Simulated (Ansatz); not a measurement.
BiAu: formation energy and pressure against volume per atom

Plane-wave density functional theory, PAW datasets, Gaussian smearing 0.05 eV: one cell in which all forces lie under 0.002 eV/angstrom; stress (xx yy zz yz xz xy) and pressure positive in compression; site moments are of spin alone; formation energy from the elements run alike, uncorrected. The results are calculated, by Ansatz 0.2.0.

Cell of the first row (space group Fm-3m, No. 225):
```
BiAu
1.0
      0.0000     2.9010     2.9010
      2.9010     0.0000     2.9010
      2.9010     2.9010     0.0000
Au Bi
1 1
Direct
  0.50000 0.50000 0.50000
  0.00000 0.00000 0.00000
```

Settings of every row: paw set soft_2; functional r2SCAN; spin treatment none; moment partition spheres; spin axis none; wave cutoff 500 eV; k mesh 10x10x10; SCF start atoms; lower state search light; symmetry use detected.

Atom first moment, atom hubbard u: 0 on all atoms.

Limits: formation energy without spin-orbit coupling on heavy elements; the cell comes from a prototype or a list of computed structures and needn't be the stable phase.

| row | volume per atom (Å³) | formation energy (eV per atom) | pressure (GPa) |
| --- | --- | --- | --- |
| 1 | 24.415 | 0.0391 | 3.687 |
| 2 | 24.923 | 0.0306 | 1.736 |
| 3 | 25.432 | 0.0279 | 0.013 |
| 4 | 25.794 | ? | ? |
| 5 | 25.941 | 0.0303 | -1.509 |
| 6 | 26.164 | 0.0329 | -2.121 |
| 7 | 26.191 | 0.0332 | -2.192 |
| 8 | 26.449 | 0.0373 | -2.853 |
| 9 | 27.212 | 0.0552 | -4.582 |

Question: what formation energy and pressure should row 4 give?

Worked fit of formation energy. Take u = (V_r/V)^(2/3) − 1 with V_r = 26.053 Å³ an atom, which is twice the finite (Eulerian) strain; such expansions in the strain, on which the Birch-Murnaghan equation of state is built, carry the rest volume and the bulk modulus. The shown rows have u = 0.04424, 0.03, 0.01621, 0.00288, -0.00283, -0.00352, -0.01001, -0.0286. Least squares give formation energy = 0.03149 − 0.4449 × u + 13.633 × u² + 7 × u³ eV per atom; a parabola predicts inner rows, each left out in turn, worse (root mean square 9.2e-05 against 3e-05 eV per atom). All shown rows lie on it to the printed digit. The withheld row has u = 0.00668, so the fit gives 0.03149 − 0.4449 × (0.00668) + 13.633 × (0.00668)² + 7 × (0.00668)³ = 0.0291 eV per atom.

The calculation gave 0.0291 eV per atom. The fit meets it to the printed digit.

Worked fit of pressure. Take u = (V_r/V)^(2/3) − 1 with V_r = 26.053 Å³ an atom, which is twice the finite (Eulerian) strain; such expansions in the strain, on which the Birch-Murnaghan equation of state is built, carry the rest volume and the bulk modulus. The shown rows have u = 0.04424, 0.03, 0.01621, 0.00288, -0.00283, -0.00352, -0.01001, -0.0286. Least squares give pressure = −1.8206 + 106.846 × u + 375.08 × u² + 535 × u³ GPa; a parabola predicts inner rows, each left out in turn, worse (root mean square 0.0068 against 0.0012 GPa). The rows lie off it by 0.000, -0.001, 0.001, 0.001, -0.001, 0.000, 0.000, 0.000. The pressure vanishes at u = 0.0161, or V = 25.44 Å³ an atom, and there the bulk modulus at fixed shape and fractions is B = −V dP/dV = (2/3)(1 + u) dP/du = 80.8 GPa. The withheld row has u = 0.00668, so the fit gives −1.8206 + 106.846 × (0.00668) + 375.08 × (0.00668)² + 535 × (0.00668)³ = -1.090 GPa.

The calculation gave -1.091 GPa. The fit lies 0.001 GPa (0.012 % of the column's range) above it, one unit of the last digit.
